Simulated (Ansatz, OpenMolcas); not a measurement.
## A ladder of methods for SbH3 (stibine)

SbH3: 4 atoms, total charge 0, spin state singlet. As SMILES, `[SbH3]`. The shape is that of a PBE0-D4/def2-TZVP optimisation.

Each level gives the electronic atomisation energy (eV). The values are calculated. Electronic energies at fixed atoms, without zero-point motion or spin-orbit coupling.

```tsv
level	kind	program	value (eV)	less CCSD(T)/def2-TZVPP	CPU time (all runs)
HF/def2-TZVPP (core potential)	Hartree–Fock	OpenMolcas	5.54	-2.82	7.7 s
SVWN5/def2-TZVPP (core potential)	LDA	OpenMolcas	9.80	+1.44	13 s
BLYP/def2-TZVPP (core potential)	GGA	OpenMolcas	8.64	+0.28	17 s
r2SCAN/def2-TZVPP (core potential)	meta-GGA	OpenMolcas	8.43	+0.07	20 s
PBE0/def2-TZVPP (core potential)	global hybrid	OpenMolcas	8.29	-0.07	15 s
CCSD(T)/def2-TZVPP (core potential)	coupled cluster or CI	OpenMolcas	8.36	0.00	29 s
FCI/STO-3G	exact in the basis	Ansatz	10.23	+1.87	0.61 s
```

Differences are taken from CCSD(T)/def2-TZVPP (core potential) for orientation; it has basis-set and higher-order errors of its own. All-electron rows without a relativistic Hamiltonian named are non-relativistic, while core potentials hold scalar relativity, so basis and relativity change together. The values span 5.54 to 10.23 eV. High-level rows in very small sets aren't better than simpler rows in larger ones. In the correlated wave-function rows the outer d shell of Sb is correlated, in sets not made for it. CPU times are rough (shared hosts, several kinds of processor): they show what a rung costs within a factor of a few.

Electron correlation supplies a large part of the binding in stibine: Hartree–Fock gives only 5.54 eV, against 8.36 eV with CCSD(T). The free atoms have half-filled valence shells with parallel spins on antimony and a lone electron on each hydrogen. Forming three Sb–H bonds pairs these electrons, adding opposite-spin correlation that a mean-field treatment misses. LDA errs the other way, because its local exchange-correlation description favours the smoother molecular density over separated atoms. Gradient corrections remove most of this overbinding, and r2SCAN and PBE0 fall on either side of the coupled-cluster value by equal amounts, so the comparison doesn't rank one above the other.

The FCI value of 10.23 eV is no sign of stronger correlation binding. The minimal hydrogen functions are scaled for molecules and leave the free atoms too high in energy, which probably accounts for much of the excess. Binding relative to free atoms also doesn't show stability against decomposition into antimony and hydrogen gas, to which stibine is well known to be prone.
